# Squeezing and stretching layered WS₂

WS₂ is a stack of S–W–S layers: strong W–S bonds hold each layer together, and weak forces hold the layers to one another. In the table the crystal is strained equally along a and b, in the plane of the layers, while the c axis and the atoms are free to relax. The strain ε is in per cent, negative in compression.

Bulk WS₂ (P6₃/mmc, 6-atom cell, a = 3.182, c = 13.067 Å, 19.09 Å³ per atom) under equal strain along a and b, with c and the atoms relaxed within the symmetry; changes are relative to the unstrained cell. Calculated with Ansatz 0.2.0: r2SCAN, plane-wave PAW, scalar-relativistic, no spin polarisation, 500 eV cutoff, 12×12×2 k mesh, Gaussian smearing of 0.02 eV.

| strain (%) | energy change (meV/atom) | volume change (%) | c change (%) |
| --- | --- | --- | --- |
| -6 | 142.0 | -9.16 | 2.81 |
| -4 | 60.5 | -6.14 | 1.84 |
| -2 | 14.5 | -3.07 | 0.93 |
| 2 | 13.4 | 3.20 | -0.81 |
| 4 | 51.8 | 6.41 | -1.62 |
| 6 | 112.2 | 9.68 | -2.38 |

### 1. Which costs more energy, compression or equal tension, and why?

Compression costs more in all three pairs of rows. The ratio of the two energies grows from 1.08 at 2 % to 1.27 at 6 %.

The cause is the ordinary anharmonicity of chemical bonds. When atoms are pushed together, the repulsion between their electron clouds rises steeply. When they are pulled apart, the bonding weakens and the restoring force grows ever more slowly. The layers therefore stiffen under this compression and soften under tension.

### 2. Work out the energies at ±6 % from the rows at ±2 % alone.

Near its minimum the energy is a parabola, and the lopsidedness just described adds a cubic term: E = Aε² + Bε³. The square term is the same for both signs of strain, while the cubic term changes sign. Half the sum of a pair thus gives the first, and half the difference gives the second.

At 2 % the half sum is (14.5 + 13.4)/2 = 13.95 meV/atom, and the half difference is 0.55 meV/atom. Tripling the strain multiplies them by 9 and 27, which gives 125.55 and 14.85 meV/atom. The result is 125.55 + 14.85 = 140.4 for compression and 125.55 − 14.85 = 110.7 for tension. The table has 142.0 and 112.2, and neither value was used.

*Remark.* The parabola alone would miss both rows by more than a tenth, in opposite directions. The last printed digit of the small energies can shift the cubic part by about 1 meV/atom, but the unrounded energies of the same calculations give the same agreement of about 1 %. Both results fall short, by 1.6 and 1.5 meV/atom. An equal miss on both sides is the mark of a small fourth-power term, which the formula leaves out.

### 3. How stiff is the crystal in the plane?

Both in-plane directions do work, so the energy per volume is Mε², with ε now a plain fraction, and the stress is Mε. A least-squares fit of the square and cubic terms to the energies of all six rows gives A = 3.53 meV/atom per %². This is 35.3 eV/atom for ε as a fraction. Divided by 19.09 Å³ per atom, it gives M = 296 GPa. The third digit is not firm: the fit has no fourth-power term, so A takes up a little of it, and the stresses below give 294 GPa.

At 2 % strain this means a stress of about 5.9 GPa. The same calculations give the stress directly as 6.28 GPa in compression and 5.47 GPa in tension, which average to 5.87 GPa. Stress is the slope of the energy, so this agreement checks the numerics of the calculations and the fit; it is not independent evidence. Both show the stiffer compressed side.

### 4. Why does c shrink when a and b grow?

Each sulfur atom sits above or below the centre of a triangle of tungsten atoms. If the triangle widens and the W–S bonds resist stretching, the sulfur must sink towards the tungsten plane. The layer becomes thinner, and c shortens. Compression does the reverse.

The limit of perfectly rigid bonds can be worked out from geometry. The height of sulfur above the tungsten plane is h = √(d² − a²/3), with the bond length d = 2.41 Å, and c contains four such heights. With the space between the layers held fixed, c would change by −4.3 % at +6 % strain and by +3.7 % at −6 %. The computed changes are −2.38 % and +2.81 %.

The picture has the right direction but exaggerates the effect, as expected: the bond angles and the contact between the two sulfur planes resist as well, so part of the strain goes into the bond. The telling difference is which side moves more. The rigid limit moves c more in tension, and the calculation moves it more in compression. A plausible reason is the one from question 1: a bond is easier to lengthen than to shorten, so under tension more of the strain goes into the bond and less into the sinking of sulfur. This remains a guess, because the space between the layers may change as well.

*Remark.* The response of c undoes only about a fifth of the change in area. The volume therefore follows the area, and the crystal is far from keeping its volume constant.

### 5. What would change if c were held fixed?

The energy would rise, because a freedom is taken away, but only slightly. The price is that of straining the crystal along c by the amount it would have relaxed, 2.81 % at −6 %. With a rough stiffness of 50 GPa along c, recalled and not computed here, this comes to between one and two per cent of the 142.0 meV/atom. The layers in this calculation are bound too weakly (see question 6), and the leftover stresses discussed there point to a stiffness several times lower, so the price within it is probably below one per cent.

A neighbouring series, with the strain applied along c instead, should show openly how much softer the crystal is in that direction. It would mostly move whole layers against weak forces, and so cost far less than equal strain in the plane.

### 6. Which digits can be trusted?

Each energy is regular enough to be read to about 1 %, but the small difference between the rows at −2 and +2 %, 1.1 meV/atom, only to about a tenth of itself. The c changes are less secure at small strain. The averages of the pairs at 2, 4 and 6 % are 0.06, 0.11 and 0.215 %, whereas a smooth curve through zero would make them grow nearly as 1 : 4 : 9. The likely cause is the stress left along c when a relaxation stops. It is 0.0022 GPa of compression in the unstrained cell, and 0.0022 and 0.0011 GPa of tension at −2 and +2 %. The reference c is thus slightly short and the strained ones slightly long, which raises the average. At 50 GPa such a stress would shift c by only 0.0044 %, so this account requires a much softer c axis, as weak binding of the layers would give. The second digit of the c change at ±2 % should carry no argument.

Larger errors come from the method. Without a dispersion correction, r2SCAN binds the layers too weakly, and c comes out too long by several tenths of an ångström. This dilutes any stiffness quoted per volume. The stiffness per layer, M × c/2 = 193 N/m, is safer because it depends mainly on the strong bonds.

On the compressed side there is a further reservation. The relaxation keeps the symmetry of the crystal, so the layers had no chance to ripple. If they did so, the true cost of compression would be lower.

### 7. How does the band gap respond?

In the same calculations the band gap of the bulk crystal falls from 1.37 eV without strain to 0.91 eV at +2 % and 0.20 eV at +6 %. These values do not all belong to one transition. The top of the valence band stays at Γ, but the bottom of the conduction band lies midway between Γ and K without strain and at K in all stretched rows.

Compression is no mirror image: among these rows the gap is largest at −4 % and smaller again at −6 %. The turn comes with another change of band edge, for the top of the valence band lies at Γ at −2 % and at K at −4 and −6 %. Spin–orbit coupling is expected to raise that top at K and so move the turn to smaller compression. Functionals such as r2SCAN usually give gaps that are too small, while the overlong c axis is expected to widen a gap that starts at Γ, so the two errors pull in opposite directions. The values also lack spin–orbit coupling, and at +6 % the bands were sampled too coarsely to exclude a crossing. They show the direction of the effect in tension for the bulk crystal, and do not carry over to a single layer.
